\section*{Question}

For co-fired NiFe$_2$O$_4$/PZT multilayers I keep seeing the transverse magnetoelectric voltage coefficient written as
\begin{equation*}
\alpha_{E,31}=-\frac{v(1-v)\,d_{31}(q_{11}+q_{21})}{\varepsilon_{33}\left[(1-v)s^{p}+v s^{m}\right]-2d_{31}^{2}(1-v)} .
\end{equation*}
Neither phase is magnetoelectric, so I see that strain must carry the coupling. But why does only the sum $q_{11}+q_{21}$ enter, where does the $2d_{31}^2$ come from, why is the permittivity of the ferrite absent, and which thickness divides the voltage? When can I trust the formula, and what does it give in mV\,cm$^{-1}$\,Oe$^{-1}$?

\section*{Answer}

The formula follows from two sets of linear constitutive equations and three conditions: bonded interfaces, free outer surfaces, and no current through the terminals.

\subsection*{1. Conventions and premises}

The stack normal is axis 3; axes 1 and 2 lie in the plane. The total thickness is $t$, of which $vt$ is piezoelectric (superscript $p$) and $(1-v)t$ is magnetostrictive (superscript $m$). Electrodes of negligible stiffness cover the two outer faces. Voigt notation is used, $S$ is strain, $T$ is stress (positive in tension), and units are SI until the final conversion. The premises are:

\begin{enumerate}
\item All PZT layers are poled along $+3$ and are isotropic in the plane.
\item A static bias $H_0$ lies along $+1$, and a small field $H_1$ is added along it. All symbols below denote small increments about the biased state, so the response is linear. $H_1$ is the internal field in the ferrite.
\item The ferrite is a random polycrystal whose compliance is isotropic in the plane.
\item The interfaces are perfectly bonded.
\item The stack is symmetric about its midplane, mechanically free, and much wider than thick.
\item The drive frequency is far below the first acoustic resonance and far above the leakage rate of the PZT.
\item No current flows in the external circuit.
\end{enumerate}

The coefficient is defined with the field averaged over the total thickness,
\begin{equation}
\alpha_{E,31}=\frac{\bar E_3}{H_1},\qquad \bar E_3=\frac1t\int E_3\,dz ,
\label{def}
\end{equation}
so the potential of the $+3$ face relative to the $-3$ face is $V=-\bar E_3 t$.

\subsection*{2. Which field components survive}

Far from the rim, stress, strain and electric field depend on $z=x_3$ only. Quasi-static equilibrium, $\partial_jT_{ij}=0$, reduces to $\partial_zT_{i3}=0$. The tractions $T_{i3}$ are continuous across interfaces and vanish on the free faces, so $T_3=T_4=T_5=0$ everywhere. A field increment along the bias of a random polycrystal produces no in-plane shear strain, because the strain is even under reversal of the total field and the problem is then symmetric under $x_2\to-x_2$. A field $E_3$ produces none either. Hence $T_6=0$, and only $T_1$ and $T_2$ remain.

From $\nabla\times\mathbf E=0$, the tangential components $E_1,E_2$ are independent of $z$, and they vanish on the electrodes. Only $E_3$ remains.

\subsection*{3. Constitutive equations}

For the PZT, with compliances at constant $E$ and permittivity at constant stress ($\varepsilon_{33}\equiv\varepsilon_{33}^T$),
\begin{align}
S_1^p&=s_{11}^pT_1^p+s_{12}^pT_2^p+d_{31}E_3^p,\nonumber\\
S_2^p&=s_{12}^pT_1^p+s_{11}^pT_2^p+d_{31}E_3^p,\nonumber\\
D_3^p&=d_{31}(T_1^p+T_2^p)+\varepsilon_{33}E_3^p .
\label{pzt}
\end{align}
In-plane isotropy gives $d_{32}=d_{31}$. For the ferrite, with compliances at constant $H$,
\begin{align}
S_1^m&=s_{11}^mT_1^m+s_{12}^mT_2^m+q_{11}H_1,\nonumber\\
S_2^m&=s_{12}^mT_1^m+s_{11}^mT_2^m+q_{21}H_1,\nonumber\\
D_3^m&=\varepsilon^mE_3^m .
\label{nfo}
\end{align}
Here $q_{i1}=(\partial S_i/\partial H_1)_T$ at $H_0$; the first index labels the strain and the second the field. These are slopes of the magnetostriction curves, so they depend on bias and vanish at $H_0=0$ (for no remanence) and at saturation.

\subsection*{4. Equal in-plane strain}

The compatibility condition $\partial_z^2S_{11}+\partial_1^2S_{33}=2\,\partial_1\partial_zS_{13}$ becomes $\partial_z^2S_1=0$ for fields that depend on $z$ alone, and likewise for $S_2$. Each in-plane strain is therefore linear in $z$ inside a layer. With $S_{13}=0$ the slope is $\partial_zS_1=-\partial_1^2u_3$, the curvature. Bonding makes all displacements continuous, so both $S_1$ and its slope match across each interface, and $S_1=S_1^0+\kappa_1z$ through the whole stack. In a stack symmetric about its midplane the stiffness and the driving strain are even in $z$, so no bending moment arises and $\kappa_1=\kappa_2=0$. Thus
\begin{equation}
S_1^p=S_1^m,\qquad S_2^p=S_2^m ,
\label{strain}
\end{equation}
and stress and field are uniform within each phase.

\subsection*{5. Zero net force}

Cut the plate along a plane normal to axis 1. The piece on one side has only free surfaces apart from the cut, and inertia is negligible, so the force transmitted across the cut vanishes. Neglecting the narrow rim, this means $\int T_1\,dz=0$, and likewise for $T_2$:
\begin{equation}
vT_i^p+(1-v)T_i^m=0,\qquad i=1,2 .
\label{force}
\end{equation}

\subsection*{6. Open circuit}

Charge conservation makes the total current $J_3+\partial_tD_3$ independent of $z$, and premise 7 sets it to zero. At angular frequency $\omega$ (time factor $e^{i\omega t}$) the ferrite, of conductivity $\sigma^m$, obeys $(\sigma^m+i\omega\varepsilon^m)E_3^m=0$, so
\begin{equation}
E_3^m=0
\label{Em}
\end{equation}
whether the ferrite insulates or conducts. This is why $\varepsilon^m$ is absent from the result. In the PZT, premise 6 lets us drop conduction, and $D_3^p=0$.

\subsection*{7. Sum and difference decouple}

Define
\begin{equation}
\Sigma=T_1+T_2,\quad s^{p,m}=s_{11}^{p,m}+s_{12}^{p,m},\quad q=q_{11}+q_{21}.
\end{equation}
Adding the two strain equations of each phase and using (\ref{strain}) gives
\begin{equation}
s^p\Sigma^p+2d_{31}E_3^p=s^m\Sigma^m+qH_1 .
\label{sum}
\end{equation}
Subtracting them, with $\Delta=T_1-T_2$, gives
\begin{equation}
(s_{11}^p-s_{12}^p)\Delta^p=(s_{11}^m-s_{12}^m)\Delta^m+(q_{11}-q_{21})H_1 ,
\end{equation}
from which $E_3^p$ has dropped out. With (\ref{force}),
\begin{equation}
\Delta^p=\frac{(1-v)(q_{11}-q_{21})H_1}{(1-v)(s_{11}^p-s_{12}^p)+v(s_{11}^m-s_{12}^m)} .
\label{dev}
\end{equation}
This stress is not zero, but $D_3^p$ in (\ref{pzt}) contains $\Sigma^p$ only. The PZT senses the change of area that the ferrite tries to impose, and the free area strain of the ferrite is $S_1+S_2=qH_1$. That answers the first question.

\subsection*{8. Solving the sum equation}

From (\ref{force}), $\Sigma^m=-v\Sigma^p/(1-v)$. Insert this in (\ref{sum}) and multiply by $1-v$:
\begin{equation}
\Sigma^p=\frac{(1-v)\left(qH_1-2d_{31}E_3^p\right)}{\Lambda},\qquad \Lambda=(1-v)s^p+vs^m .
\label{Sig}
\end{equation}
Put this in the displacement:
\begin{equation}
D_3^p=\frac{(1-v)d_{31}q}{\Lambda}H_1+\varepsilon_{\rm eff}E_3^p,\qquad
\varepsilon_{\rm eff}=\varepsilon_{33}-\frac{2d_{31}^2(1-v)}{\Lambda}.
\label{D}
\end{equation}
The first term is the charge density that the PZT layers would deliver at zero field. The second contains the permittivity of PZT partly clamped by the ferrite. Setting $D_3^p=0$ and multiplying through by $\Lambda$,
\begin{equation}
\frac{E_3^p}{H_1}=-\frac{(1-v)\,d_{31}q}{\varepsilon_{33}\Lambda-2d_{31}^2(1-v)} .
\label{Ep}
\end{equation}
By (\ref{Em}), $\bar E_3=vE_3^p$, and (\ref{def}) gives
\begin{equation}
\boxed{\alpha_{E,31}=-\frac{v(1-v)\,d_{31}(q_{11}+q_{21})}{\varepsilon_{33}\left[(1-v)s^{p}+vs^{m}\right]-2d_{31}^{2}(1-v)}}
\label{main}
\end{equation}
The leading factor $v$ comes only from averaging over the total thickness. A coefficient quoted per PZT thickness is (\ref{Ep}), larger by $1/v$. Both normalisations are in use, so check which one a quoted value means.

\subsection*{9. Reading the result}

Divide numerator and denominator by $\varepsilon_{33}$ and define
\begin{equation}
g_{31}=\frac{d_{31}}{\varepsilon_{33}},\qquad k_p^2=\frac{2d_{31}^2}{\varepsilon_{33}s^p},\qquad s^D=s^p(1-k_p^2).
\end{equation}
Then
\begin{equation}
\alpha_{E,31}=-\frac{v(1-v)\,g_{31}q}{(1-v)s^D+vs^m}=-\frac{g_{31}\,q}{s^D/v+s^m/(1-v)} .
\label{g}
\end{equation}
The $2d_{31}^2$ term is thus the feedback of the generated field on the strain. At $D_3=0$ the field is $E_3^p=-g_{31}\Sigma^p$, its converse area strain is $2d_{31}E_3^p=-k_p^2s^p\Sigma^p$, and the PZT behaves as a purely elastic layer of compliance $s^D$. The factor 2 counts the two in-plane axes. A stiffer layer takes more stress, so the term raises $|\alpha|$.

The denominator cannot vanish. For $T_1=T_2=T$ the quadratic form $s^pT^2+2d_{31}TE_3+\tfrac12\varepsilon_{33}E_3^2$ must be positive definite in a stable material, which requires $2d_{31}^2<\varepsilon_{33}s^p$, that is $k_p^2<1$.

The coefficient vanishes at $v=0$ and $v=1$. Setting the derivative of $s^D/v+s^m/(1-v)$ to zero gives $s^D/v^2=s^m/(1-v)^2$, so
\begin{equation}
v^*=\frac{\sqrt{s^D}}{\sqrt{s^D}+\sqrt{s^m}},\qquad
\alpha_{E,31}(v^*)=-\frac{g_{31}q}{\left(\sqrt{s^D}+\sqrt{s^m}\right)^2}.
\label{opt}
\end{equation}

The sum $q$ deserves a second look. For isotropic, volume-conserving magnetostriction with saturation constant $\lambda_s$ and unit magnetisation vector $\mathbf m$, the free strain is $S_{ij}=\tfrac32\lambda_s\left(\langle m_im_j\rangle-\tfrac13\delta_{ij}\right)$, averaged over domains. Since $m_1^2+m_2^2=1-m_3^2$,
\begin{equation}
S_1+S_2=\tfrac32\lambda_s\left(\tfrac13-\langle m_3^2\rangle\right),\qquad
q=-\tfrac32\lambda_s\frac{d\langle m_3^2\rangle}{dH_0},
\label{m3}
\end{equation}
the second form holding if hysteresis is ignored. Only the removal of out-of-plane moments counts. If the domains start isotropic and stay axially symmetric about the bias, $q_{21}=-q_{11}/2$; if they rotate wholly within the plane, $q_{21}=-q_{11}$ and the signal is zero. From an isotropic start ($\langle m_3^2\rangle=\tfrac13$) to saturation ($\langle m_3^2\rangle=0$), $\int q\,dH_0=\lambda_s/2$. A higher peak of $q$ against bias is therefore a narrower one.

\subsection*{10. Numbers for NiFe$_2$O$_4$/PZT}

All entries in this list are typical or assumed inputs, not measurements on a sample:
\begin{itemize}
\item PZT: $s_{11}^p=15.3$, $s_{12}^p=-5.0$ (in $10^{-12}$\,m$^2$/N), $d_{31}=-175$\,pC/N, $\varepsilon_{33}=1750\,\varepsilon_0$, density 7600\,kg/m$^3$.
\item NiFe$_2$O$_4$: $s_{11}^m=6.5$, $s_{12}^m=-2.4$ (same unit), $q_{11}=-680$ and $q_{21}=+125$ (in $10^{-12}$\,m/A, near the optimum bias), $\lambda_s=-26$\,ppm, differential susceptibility $\chi=10$, $\varepsilon^m=10\,\varepsilon_0$, density 5300\,kg/m$^3$.
\item Geometry: a disc of diameter $L=10$\,mm and $t=0.2$\,mm, with five PZT layers of 20\,$\mu$m between six equal ferrite layers, so $v=0.5$ and the stack is symmetric.
\end{itemize}
Intermediate values carry three or four figures so that the arithmetic can be followed; the inputs support two at most.

The unit conversion is $1\,\mathrm{Oe}=10^3/4\pi=79.58$\,A/m and $1\,\mathrm{V/m}=10$\,mV/cm, so $1\,\mathrm{V/A}=795.8$\,mV\,cm$^{-1}$\,Oe$^{-1}$.

In units of $10^{-12}$, $s^p=10.3$, $s^m=4.1$ and $q=-555$, the last being $-0.044$\,ppm/Oe. Next, $\varepsilon_{33}=1.549\times10^{-8}$\,F/m, $g_{31}=-1.129\times10^{-2}$\,V\,m/N and $2d_{31}^2/\varepsilon_{33}=3.95\times10^{-12}$\,m$^2$/N. Hence $k_p^2=0.384$ and $s^D=6.35\times10^{-12}$\,m$^2$/N. At $v=0.5$, (\ref{g}) gives
\begin{equation}
\alpha_{E,31}=-\frac{1.567\times10^{-12}}{5.22\times10^{-12}}\ \mathrm{V/A}=-0.300\ \mathrm{V/A}=-239\ \mathrm{mV\,cm^{-1}\,Oe^{-1}} .
\end{equation}
The sign can be traced. The ferrite area shrinks as $H_1$ grows, and the PZT is compressed in the plane, $\Sigma^p=-4.2$\,kPa per Oe. With $d_{31}<0$ the polarisation along $+3$ rises, and the open-circuit field opposes it. The $+3$ face goes positive by 4.8\,mV per Oe. The electrically silent difference (\ref{dev}) is $-2.2$\,kPa per Oe. The $2d_{31}^2$ term raises $|\alpha|$ by a factor 1.38, so it cannot be dropped for PZT.

The dependence on $v$, in V\,cm$^{-1}$\,Oe$^{-1}$:
\begin{center}
\begin{tabular}{lccccc}
$v$ & 0.2 & 0.4 & 0.5 & 0.6 & 0.8\\
per total thickness, (\ref{main}) & $-0.14$ & $-0.22$ & $-0.24$ & $-0.24$ & $-0.18$\\
per PZT thickness, (\ref{Ep}) & $-0.68$ & $-0.55$ & $-0.48$ & $-0.40$ & $-0.22$
\end{tabular}
\end{center}
The optimum (\ref{opt}) lies at $v^*=0.55$ with $-0.24$\,V\,cm$^{-1}$\,Oe$^{-1}$; the maximum is flat.

The weakest input is $q$. The assumed pair has $|q_{21}|<|q_{11}|/2$. Keeping $q_{11}$ and imposing $q_{21}=-q_{11}/2$ gives $q=-340\times10^{-12}$\,m/A and $-0.15$\,V\,cm$^{-1}$\,Oe$^{-1}$. By the integral below (\ref{m3}), an isotropic start offers an area strain of $-13$\,ppm in all, so a slope of $-0.044$\,ppm/Oe can be held over about 0.29\,kOe of bias at most.

\subsection*{11. Range of validity}

\textbf{Bending.} Premise 5 matters most. In an asymmetric stack the area strain is $e(z)=e_0+\kappa z$. Since $D_3^p=0$ holds at every $z$, the PZT still has compliance $s^D$, and $\int E_3\,dz=-g_{31}P$ with $P=\int\Sigma^p\,dz$. Take a bilayer with thicknesses $t_p,t_m$, the PZT on top; the two midplanes are $t/2$ apart. The layers carry resultants $\pm P$, and each has a moment $\kappa t_i^3/12s_i$ about its own midplane. Zero total moment gives $\kappa=-Pt/2K$ with $K=t_p^3/12s^D+t_m^3/12s^m$. The midplane strains are $s^DP/t_p$ and $qH_1-s^mP/t_m$, and the first exceeds the second by $\kappa t/2$. Therefore
\begin{equation}
P=\frac{qH_1}{s^D/t_p+s^m/t_m+t^2/4K}.
\end{equation}
Without the last term this reproduces (\ref{g}). For $t_p=t_m$ and the inputs above, the extensional terms give 20.9 and the bending term 59.8, in units of $10^{-12}\,\mathrm{m^2\,N^{-1}}/t$. A free bilayer retains a fraction 0.26, or $-0.062$\,V\,cm$^{-1}$\,Oe$^{-1}$. The neglected term is larger than the kept ones, and (\ref{main}) does not describe a free bilayer.

\textbf{Passive layers and substrates.} For a symmetric stack with fractions $v_p,v_m,v_s$, the third being passive with compliance sum $s^s$, force balance gives $e=qH_1(v_m/s^m)/(v_p/s^D+v_m/s^m+v_s/s^s)$ and $\alpha=-v_pg_{31}e/(s^DH_1)$. For the free pair at $v=0.5$, $e/qH_1=0.61$. Films on a wafer are worse off. A nearly clamped ferrite film exerts a force $P=qH_1t_m/s^m$ on the surface of a substrate of thickness $t_s$. The surface strain is $Ps^s/t_s$ from stretching plus $(Pt_s/2)(t_s/2)(12s^s/t_s^3)=3Ps^s/t_s$ from bending, so $e/qH_1=4(t_m/t_s)(s^s/s^m)$. For 1\,$\mu$m films on 500\,$\mu$m of Si(100), with a typical $s_{11}+s_{12}=5.54\times10^{-12}$\,m$^2$/N, this is 0.011. The field in the PZT falls to a fraction 0.02 of the free value, even if the bulk inputs carried over to films.

\textbf{Edges and bonding.} The stresses must fall to zero at the free rim, over a distance $\ell$ of the order of a layer thickness by Saint-Venant's principle. The rim occupies an area fraction $4\ell/L$, or 0.008 for $\ell=20\,\mu$m. A soft or porous interface lengthens $\ell$, and cracks or slip break (\ref{strain}). Both lower $|\alpha|$.

\textbf{Internal field.} Treat the disc as a thin oblate spheroid with in-plane demagnetising factor $N\approx\pi t/4L=0.016$ and mean susceptibility $(1-v)\chi$. The internal increment is the applied one divided by $1+N(1-v)\chi$, with $N(1-v)\chi=0.08$. This is small for the thin disc and not for a thick one. With the field along axis 3, $N$ is near unity and the correction dominates.

\textbf{Magnetic anisotropy of the compliance.} The bias singles out axis 1, against premise 3. The scale of the effect is the gap between constant-$H$ and constant-$B$ compliance, $q_{11}^2/\mu$ with $\mu=\mu_0(1+\chi)$. Relative to $s_{11}^m$ it is 0.005.

\textbf{High frequency.} Inertia enters at relative order $(f/f_r)^2$. A bar estimate uses the modulus $v/s_{11}^p+(1-v)/s_{11}^m=110$\,GPa and mean density 6450\,kg/m$^3$, giving a sound speed of 4.1\,km/s and $f_r\approx0.2$\,MHz for a half wave across 10\,mm. At 1\,kHz the correction is about $2\times10^{-5}$. Near $f_r$ the response is resonant and (\ref{main}) fails.

\textbf{Low frequency.} Keeping the PZT conductivity, $\sigma^pE_3^p+i\omega D_3^p=0$ with (\ref{D}) multiplies (\ref{main}) by $i\omega\tau/(1+i\omega\tau)$, where $\tau=\varepsilon_{\rm eff}/\sigma^p$. The formula needs $\omega\tau\gg1$, and it gives no static voltage.

\textbf{Loading.} The ferrite permittivity returns once current is drawn. The stack is a source $V$ behind the series impedance of its layers. Here $\varepsilon_{\rm eff}=1270\,\varepsilon_0$, so the PZT layers give 8.8\,nF, while insulating ferrite layers give 70\,pF, and the series value is 69\,pF. An assumed cable and amplifier capacitance of 100\,pF then passes only a fraction 0.41 of the signal. If the ferrite conducts, $\sigma^m\gg\omega\varepsilon^m$, it acts as a series resistance instead, which must be small against the load impedance.

\textbf{Linearity and poling.} The amplitude of $H_1$ must be small against the bias range over which $q$ changes, a fraction of a kOe here. The reversible small-signal $q$ can be smaller than the slope of the static curve. Stress left from sintering shifts the domain distribution in (\ref{m3}), and resistive ferrite layers take up part of the poling voltage, so $q$ and $d_{31}$ should be those of the layers inside the stack. Layers poled in alternating directions cancel in series.

For a thin, symmetric, well-bonded and unloaded stack at audio frequency, the model's value with the assumed inputs is $|\alpha_{E,31}|\approx0.24$\,V\,cm$^{-1}$\,Oe$^{-1}$ per total thickness, or 0.48 per PZT thickness, at $v=0.5$. As typical knowledge and not as a measurement, low-frequency peak values for such laminates run from a few hundred mV\,cm$^{-1}$\,Oe$^{-1}$ up to about 1.5\,V\,cm$^{-1}$\,Oe$^{-1}$ for the best multilayers, often quoted per PZT thickness, so the model sits in the lower part of that range and falls short of its top by roughly a factor of 3. Since (\ref{main}) is proportional to $q_{11}+q_{21}$, that sum, taken at the working bias on the ferrite as it sits in the stack, is the first input to determine.